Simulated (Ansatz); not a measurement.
## TiN: the change of pressure with volume scale

Periodic Kohn-Sham DFT of a crystal at fixed atoms, scaled to volume_scale times the given cell; pressure positive in compression, energy less spherical unpolarised free atoms, largest_vzz the field gradient of largest size among the nuclei. The results are calculated, by Ansatz 0.2.0.

The cell before it is scaled or strained (space group Fm-3m, No. 225):
```
CELL_PARAMETERS angstrom
0.00000 2.12200 2.12200
2.12200 0.00000 2.12200
2.12200 2.12200 0.00000
ATOMIC_POSITIONS crystal
Ti 0.00000 0.00000 0.00000
N 0.50000 0.50000 0.50000
```

Settings of every row: method frozen-core PAW; functional PBEsol; relativity scalar; k mesh 13x13x13; filling fermi-dirac; smearing width 0.05 eV; wave cutoff 420 eV; paw set soft_2.

Atom start moment: 0 on all atoms.

Limits: PAW files made with PBE.

```csv
row,volume scale,V (Å³/atom),pressure (GPa)
1,0.94,8.982,10.741
2,0.9405,8.987,10.558
3,0.96,9.173,?
4,0.98,9.364,-2.455
5,0.99,9.46,-5.332
6,1,9.555,-8.057
7,1.01,9.651,-10.639
8,1.02,9.746,-13.085
9,1.04,9.937,-17.6
10,1.06,10.128,-21.65
```

Question: what pressure should row 3 give?

Worked fit of pressure. Take u = (V_r/V)^(2/3) − 1 with V_r = 9.555 Å³ an atom, which is twice the finite (Eulerian) strain; such expansions in the strain, on which the Birch-Murnaghan equation of state is built, carry the rest volume and the bulk modulus. The shown rows have u = 0.04209, 0.0417, 0.01355, 0.00668, 0, -0.00664, -0.01311, -0.0258, -0.03808. Least squares give pressure = −8.0506 + 398.17 × u + 1111.95 × u² + 909 × u³ GPa; a parabola predicts inner rows, each left out in turn, worse (root mean square 0.016 against 0.0094 GPa). The rows lie off it by -0.005, 0.005, -0.006, 0.009, -0.006, 0.007, -0.003, -0.001, 0.001 (root mean square 0.0054 GPa). The pressure vanishes at u = 0.0192, or V = 9.287 Å³ an atom, and there the bulk modulus at fixed shape and fractions is B = −V dP/dV = (2/3)(1 + u) dP/du = 300 GPa. The withheld row has u = 0.02757, so the fit gives −8.0506 + 398.17 × (0.02757) + 1111.95 × (0.02757)² + 909 × (0.02757)³ = 3.791 GPa.

The calculation gave 3.788 GPa. The fit lies 0.003 GPa (0.0093 % of the column's range) above it; its largest miss of a shown row is 0.009 GPa.
